Fluorosilane, SiH₃F, and titanium tetrachloride, TiCl₄, form a weak complex in which the fluorine atom points at titanium through a face of three chlorine atoms. The table follows the interaction energy as the two rigid molecules are pushed together or pulled apart. Negative values mean binding, and the shift is counted from the minimum found with a density functional.

Calculated values. Interaction energies of SiH₃F and TiCl₄ in the gas phase, from Ansatz 0.2.0 with the def2-TZVPPD basis, frozen cores and counterpoise correction (pair less both molecules in the pair's basis; negative means binding). TiCl₄ is moved rigidly from the PBE0-D4/def2-TZVP minimum along the line between the molecules' mean atom positions; positive shifts move it away.

| shift from the minimum (Å) | CCSD(T) (kcal/mol) | HF (kcal/mol) | MP2 (kcal/mol) | CCSD (kcal/mol) | MP2 less CCSD(T) (kcal/mol) |
| --- | --- | --- | --- | --- | --- |
| -0.326 | -1.00 | 3.71 | -1.14 | -0.30 | -0.14 |
| 0.000 | -2.26 | 0.80 | -2.28 | -1.79 | -0.02 |
| 0.163 | -2.31 | 0.16 | -2.31 | -1.93 | 0.00 |
| 0.815 | -1.52 | -0.46 | -1.49 | -1.35 | 0.03 |
| 3.261 | -0.14 | -0.08 | -0.14 | -0.13 | 0.01 |

HF is the Hartree–Fock method, in which each electron feels only the average field of the others. MP2 adds electron correlation to second order. CCSD treats single and double excitations so that they influence one another, and CCSD(T) adds an estimate of the triple excitations. CCSD(T) in the same basis serves here as the reference, so the comparison tests the treatment of correlation and not the basis.

**(a) Where does HF fail, and which part of the attraction does it lack?**

*Solution.* HF is repulsive in the three closest rows, where CCSD(T) binds. Its deepest listed value is −0.46 kcal/mol, at a shift of 0.815 Å, against −2.31 kcal/mol for CCSD(T) at 0.163 Å. HF thus gives a complex that is too loose and far too weakly bound.

The average field does contain some attraction. The dipole of SiH₃F acts on the charges of TiCl₄ and polarises its electrons, and HF describes both effects. This is why HF binds in the two outer rows. At closer range the filled shells of fluorine and chlorine overlap, and the Pauli principle makes that overlap costly. HF includes this repulsion, but it has no dispersion, the attraction between fluctuations of the electrons in one molecule and those in the other.

The spins of the correlated electrons support this reading at the shortest distance. In the total MP2 correlation energy of the pair, electrons of opposite spin contribute 2.7 times as much as electrons of the same spin, because the Pauli principle already keeps the latter apart within a molecule. In the interaction energy the two parts are of similar size, −2.2 and −2.6 kcal/mol. Electrons in different molecules seldom meet, so their spins matter little, and near equality is what dispersion would give. Dispersion alone would not be expected to make the same-spin part the larger one, however. The correlation inside each molecule probably changes too as the molecules overlap.

**(b) MP2 stays within 0.03 kcal/mol of CCSD(T) in four of the five rows. Does this show that second order describes the correlation correctly?**

*Solution.* It does not, and CCSD reveals why. If MP2 were accurate because nothing beyond second order mattered, CCSD would give the same curve. Instead it binds less than MP2 in every row, and the triples then restore about as much binding as CCSD had removed. The MP2 error is the difference between these two steps. At the shortest distance it is

MP2 less CCSD: −1.14 − (−0.30) = −0.84 kcal/mol

CCSD(T) less CCSD: −1.00 − (−0.30) = −0.70 kcal/mol

MP2 less CCSD(T): −0.84 − (−0.70) = −0.14 kcal/mol

Theory gives a reason for the opposite signs. In second order, each pair of electrons fluctuates in the field of otherwise undisturbed HF molecules. In a real molecule the other electrons respond to that fluctuation and usually screen it, so second order tends to exaggerate dispersion between polarisable molecules. CCSD includes much of this response, which is a likely reason for its weaker binding. The table alone can't separate it from other differences, such as those in the charge distributions that the two methods give the molecules.

Triples act the other way. They allow a fluctuation shared by the two molecules to occur together with a further rearrangement of electrons inside one of them. This usually makes the molecules respond more strongly to each other and deepens the attraction. MP2 leaves out both the changes that CCSD brings, screening probably among them, and the triples. In this complex the two omissions largely offset each other.

The offset holds only while both effects grow at the same rate. In the four closest rows the triples make up a nearly steady 15 to 16% of the correlation part, which is CCSD(T) less HF. The excess of MP2 over CCSD rises from 13 to 18% of that part as the molecules approach. The two shares meet near the minimum, and at the shortest distance the excess has clearly overtaken the triples. One possible cause, not tested here, is that overlap brings in short-range correlation, which second order misjudges differently from dispersion.

**(c) Which numbers would warn a user, and why does the failure show most at the shortest distance?**

*Solution.* The useful warning is the spread between MP2 and CCSD. Near the minimum it is about 0.4 to 0.5 kcal/mol, many times the final error of MP2. Such a spread shows that effects beyond second order are large, even where their sum is small. It doesn't show which of the two methods is closer to the truth; that takes the triples.

Two other indicators mislead. At the shortest distance MP2 recovers 34 kcal/mol less total correlation energy than CCSD, yet it binds the complex more strongly. Nearly all of the total belongs to electrons inside each molecule and drops out when the separate molecules are subtracted. A method can therefore be poorer for the total and closer for the interaction.

The second is the size of the single excitations, averaged over the correlated electrons, which serves as an alarm for difficult electronic structure. It is raised here, but by TiCl₄ itself, and it hardly changes between the minimum and the shortest distance, while the MP2 error grows from 0.02 to 0.14 kcal/mol. The largest single amplitude of the pair does grow, but it is about as large in TiCl₄ alone. The alarm is a reason not to take CCSD(T) as the exact answer. It does not locate the place where MP2 slips.

The slip at the shortest distance is larger in itself, because the offset described in part (b) is less complete there. It looks larger still because the net binding is a small remainder. HF contributes a repulsion of 3.71 kcal/mol and correlation an attraction of 4.71 kcal/mol, which leaves 1.00 kcal/mol of binding. The MP2 error is only 3% of the correlation part (0.14/4.71), but 14% of what remains. For CCSD the same leverage is harsher: without the triples it loses 70% of the binding in this row, against about a fifth at zero shift.

For practical work, this means that a method checked only at the minimum has not been checked on the repulsive wall. Molecules that collide in a warm gas or crowd together in a liquid do sample that wall, and there a modest error in the attraction can be a large share of the net energy. Such a share grows without limit where the curve crosses zero, so the error in kcal/mol should be read beside it. A sound test includes at least one compressed geometry and compares MP2, CCSD and CCSD(T) there. Most of the differences and shares used above are printed in the output that follows.

The analysis program printed:

```
Gaps between the levels, kcal/mol:
     row  CCSD(T) less HF  MP2 less CCSD  CCSD(T) less CCSD  MP2 less CCSD(T)
  -0.326            -4.71          -0.84               -0.7             -0.14
     0.0            -3.06          -0.49              -0.47             -0.02
   0.163            -2.47          -0.38              -0.38                 0
   0.815            -1.06          -0.14              -0.17              0.03
   3.261            -0.06          -0.01              -0.01              0.01
Shares in percent (last row limited by rounding):
     row  triples of correlation part  MP2 excess of correlation part  binding missed by CCSD
  -0.326                        14.86                           17.83                      70
     0.0                        15.36                           16.01                    20.8
   0.163                        15.38                           15.38                   16.45
   0.815                        16.04                           13.21                   11.18
   3.261                        16.67                           16.67                   7.143
Rows in which HF is repulsive: 3
Deepest listed HF value, kcal/mol: -0.46
Deepest listed CCSD(T) value, kcal/mol: -2.31
MP2 overbinding at the shortest distance, percent of CCSD(T) binding: 14
Largest MP2 error in the other rows, kcal/mol: 0.03
Same-spin part of MP2 interaction at the shortest distance, kcal/mol: -2.636
Opposite-spin part of MP2 interaction at the shortest distance, kcal/mol: -2.22
Opposite-spin over same-spin in the interaction: 0.8424
Opposite-spin over same-spin in the pair's total MP2 correlation: 2.739
Total correlation that MP2 lacks against CCSD, kcal/mol: 34.05
Triples as percent of the pair's total CCSD(T) correlation: 5.125
```
